# Notebook page: scattering phases of a beryllium pseudopotential

All rows come from one revPBE potential made for the ion Be^+1.5, with the 1s electrons kept as valence. The phase is θ = arctan w with w = r u′/u, where u is the radial wave and r = 2.16 bohr the test radius; an error is the pseudo minus the all-electron phase. In rydberg units u″ = (V − E)u, with the centrifugal term l(l+1)/r² counted in V.

Be scattering phases, unwrapped arctan(r u′/u) at r = 2.16 bohr, from ld1.x 7.5 with scalar-relativistic revPBE. The norm-conserving separable RRKJ pseudopotential, made for 1s2 2s0.5 2p0 with p local, has radii 0.4 (1s) and 1.95 bohr (2p) and reference energies -9.178 and -1.035 Ry. Errors are pseudo minus all-electron, with multiples of π matched at the reference energies.

| energy (Ry) | phase s all-electron (rad) | phase s error (rad) | phase p all-electron (rad) | phase p error (rad) |
| --- | --- | --- | --- | --- |
| -11.00 | 1.4170 | 0.0001 | 1.4214 | 0.0001 |
| -10.52 | 1.4126 | 0.0001 | 1.4175 | 0.0001 |
| -10.04 | 1.4077 | 0.0001 | 1.4133 | 0.0001 |
| -9.56 | 1.4015 | 0.0002 | 1.4087 | 0.0001 |
| -9.08 | -1.7366 | 0.0002 | 1.4037 | 0.0001 |
| -8.60 | -1.7487 | 0.0002 | 1.3982 | 0.0001 |
| -8.12 | -1.7562 | 0.0003 | 1.3920 | 0.0002 |
| -7.64 | -1.7641 | 0.0002 | 1.3852 | 0.0002 |
| -7.16 | -1.7731 | 0.0003 | 1.3776 | 0.0002 |
| -6.68 | -1.7833 | 0.0003 | 1.3688 | 0.0003 |
| -6.20 | -1.7953 | 0.0004 | 1.3588 | 0.0003 |
| -5.72 | -1.8094 | 0.0003 | 1.3471 | 0.0004 |
| -5.24 | -1.8266 | 0.0004 | 1.3332 | 0.0005 |
| -4.76 | -1.8481 | 0.0004 | 1.3164 | 0.0005 |
| -4.28 | -1.8758 | 0.0004 | 1.2953 | 0.0007 |
| -3.80 | -1.9133 | 0.0000 | 1.2680 | 0.0008 |
| -3.32 | -1.9678 | -0.0007 | 1.2307 | 0.0010 |
| -2.84 | -2.0547 | -0.0033 | 1.1759 | 0.0012 |
| -2.36 | -2.2162 | -0.0122 | 1.0855 | 0.0015 |
| -1.88 | -2.5920 | -0.0515 | 0.9054 | 0.0018 |
| -1.40 | -3.4694 | -0.1242 | 0.4172 | 0.0014 |
| -0.92 | -4.1924 | -0.0727 | -0.6865 | 0.0002 |
| -0.44 | -4.4800 | -0.0425 | -1.2747 | 0.0025 |
| 0.04 | -4.6178 | -0.0312 | -1.4908 | 0.0047 |
| 0.52 | -4.7021 | -0.0268 | -1.6075 | 0.0075 |
| 1.00 | -4.7641 | -0.0259 | -1.6942 | 0.0120 |
| 1.48 | -4.8176 | -0.0273 | -1.7782 | 0.0204 |
| 1.96 | -4.8708 | -0.0312 | -1.8820 | 0.0376 |
| 2.44 | -4.9313 | -0.0393 | -2.0464 | 0.0799 |
| 2.92 | -5.0107 | -0.0549 | -2.3890 | 0.2075 |
| 3.40 | -5.1325 | -0.0885 | -3.1832 | 0.5280 |
| 3.88 | -5.3585 | -0.1711 | -3.9649 | 0.4581 |
| 4.36 | -5.8665 | -0.3265 | -4.2956 | 0.2156 |
| 4.84 | -6.7163 | -0.2368 | -4.4478 | 0.1185 |

### 1. Why do both phases start near 1.42 rad, and why is p the larger?

Far below all levels the regular wave grows like exp(κr) with κ² = V − E, so w ≈ rκ and θ creeps towards π/2. The next WKB term gives w = rκ − rV′/(4κ²). With V = −2Z/r + l(l+1)/r², a least-squares fit to the p rows below −6 Ry gives Z = 2.04, an effective charge that also absorbs exchange and correlation, and misses by at most 0.0001 rad. For the p row at −5.24 Ry, outside the fit: V = −1.892 + 0.429 = −1.463 Ry, κ² = 3.777, rκ = 4.198, V′ = 0.876 − 0.397 = 0.479, correction 0.068, w = 4.13, θ = 1.333, against 1.3332 in the table. The centrifugal term raises κ, hence p above s. Among the rows below −6 Ry, compared modulo π, there is one exception, the row at −9.08 Ry, where s stands at π − 1.7366 = 1.4050 against 1.4037.

### 2. Is the drop of 3.138 rad between −9.56 and −9.08 Ry a ghost?

No. It sits in the all-electron column, brackets the 1s reference energy, and the error is 0.0002 rad on both sides. Its sharpness follows from an exact relation. Differentiating the radial equation in E and integrating from 0 to r gives

dθ/dE = −rN / [u²(1 + w²)], N = ∫₀ʳ u² dr.

The phase therefore always falls, as it does in every row. For 1s, N ≈ 1, and the 1s wave of the same calculation has u = 0.0190 and w = −5.91 at r, so the slope is −2.16/(0.0190² × 35.9) ≈ −166 rad/Ry. Above a narrow level θ lies γ/(E − E₀) above its background minus π. At the level the phase is −arctan 5.91 = −1.40 and the background about +1.40, which leaves α = π − 2.80 = 0.34 rad still to fall; an arctan-shaped step then has half-width γ = sin²α/166 = 0.67 mRy. A linear least-squares fit of the s rows below −6 Ry (the WKB curve, a straight line and a γ/(E − E₀) term) gives 0.70 mRy. This tail, 0.007 rad at −9.08 Ry, is the exception of question 1. A deeper 1s level or a larger test radius would shrink u² exponentially and hide even the tail.

The energy step is about 700 such half-widths. Neither error comes near π (the largest is 0.17 π) and the run found no bound ghost, but an equally narrow extra level could fall between rows.

### 3. What does norm conservation guarantee?

At the reference energy the pseudo wave equals the true one outside its radius, which fixes θ; equal N then fixes dθ/dE. For 2p both waves give N = 0.548. The formula gives −2.47 rad/Ry and a cubic spline through the table −2.37, 4 % less steep, which is acceptable for so coarse a grid. For 1s, a change of 0.0001 rad at −9.08 Ry corresponds to a level shift of 1.4 mRy, so the pseudo level sits right to a few mRy. Both agreements are built into the construction and say nothing of quality elsewhere.

### 4. Why do the errors peak at −1.40, 3.40 and 4.36 Ry?

The arctangent is flat where |w| is large and steep where w passes zero, that is where θ crosses a multiple of π: −3.4694 for s at −1.40 Ry, −3.1832 for p at 3.40 Ry. To first order a weak potential change ΔV gives δθ = r∫ΔV u² dr/[u²(1 + w²)], so for it error/|slope| would be the mean ΔV inside the sphere. A pseudopotential differs strongly from the true one near the nucleus, so here the ratio is read only as an energy shift, positive if the pseudo curve lies too high. At −1.40 Ry, −0.1242/1.667 = −0.075 Ry. At 1.00 Ry the error is only −0.0259 rad, but the slope is 0.120 and the shift −0.22 Ry. The small phase error hides the worse energy error, and the peaks mark slope. The s shift reaches about −0.26 Ry near 2 Ry and eases to about −0.22 Ry at 4.36. The steep regions at 3 to 5 Ry are not bound levels but standing waves in the test sphere, on the scale (π/r)² ≈ 2 Ry; a larger radius would move them down.

### 5. Why is p good near −1 Ry and s not?

With value and slope matched, the shift must start as c(E − E_ref)². The p shifts, read by inverting the all-electron curve, give an exponent of 2.4 in a log-log fit over −0.44 to 2.44 Ry, far from 1. Fixing it at 2 gives c = 0.014 Ry⁻¹ and 0.284 Ry at 3.40 Ry, an unfitted row where 0.286 is found; so close a match is partly luck, as shift/(E − E_ref)² wanders from 0.009 to 0.017 above the reference; the fitted c is an average, and the curvature at the reference itself is smaller. Below it the law fails: 0.025 predicted at −2.36 Ry, 0.006 found. In the deep limit u² piles up at the sphere's edge, where beyond 1.95 bohr ΔV vanishes, which argues for a shift that levels off and then falls back towards zero. As p is the local channel, this error comes from smoothing the wave inside 1.95 bohr alone, and a smaller radius should lower c.

The s channel is matched at 1s, and the occupied 2s, 7.9 Ry higher, has no wave of its own, as the run warns. A separable term is one projector, built from the 1s wave times the difference of the s and local potentials. The part of an s wave that misses it feels the smooth p potential out to 1.95 bohr, although the s radius is 0.4 bohr. This is standard theory and the likely cause; proof needs a semilocal or two-projector run. A projector at 2s should pin the s error to zero near −1.3 Ry.

### 6. Does this explain the ionisation errors?

Yes, once the sign of the listed errors is read with care. A bound level lies where the inner phase meets that of a decaying outer wave. Splines through the table were matched to Coulomb waves of charge 1.5 and 2.04 as a bracket: 2p falls between −0.92 and −1.08 Ry, around its reference −1.035, and 2s between −1.19 and −1.37 Ry, around the −1.32 Ry that Janak's theorem gives from a quartic through the run's energies at five 2s occupations. The level moves by the inner shift times the norm inside, about one half: 1 meV for 2p, −0.45 to −0.59 eV for 2s. A deeper 2s should raise the ionisation energies, yet the spin-unpolarised configuration tests list errors of −232 and −487 meV on 9.56 and 17.97 eV, equivalent to +0.47 eV in the 2s level if read as pseudo minus all-electron. Rescreening cannot be the cause. Janak's theorem holds for the pseudo-atom too, and in the reference configuration its self-consistent potential is the screened one that produced the phases, so the slope of the energy error with 2s occupation there is the level error itself. The sizes agree, so the listed errors are to be read as all-electron minus pseudo: the pseudo ionisation energies are too large. Either way the 2s is off by about half an eV in the reference ion, which warns of an error in a solid without giving it.

### 7. Which digits can be trusted?

Phases are printed to ±0.00005 rad, so steps of 0.0001 among the deep rows get no cause, and the p shift at −9.08 Ry, 0.009 Ry, is uncertain by half. In steep regions the grid limits: at 4.36 Ry division gives 0.43 Ry for p and inversion 0.36. Shifts there hold one figure to two, and all phases belong to this radius and charge state.
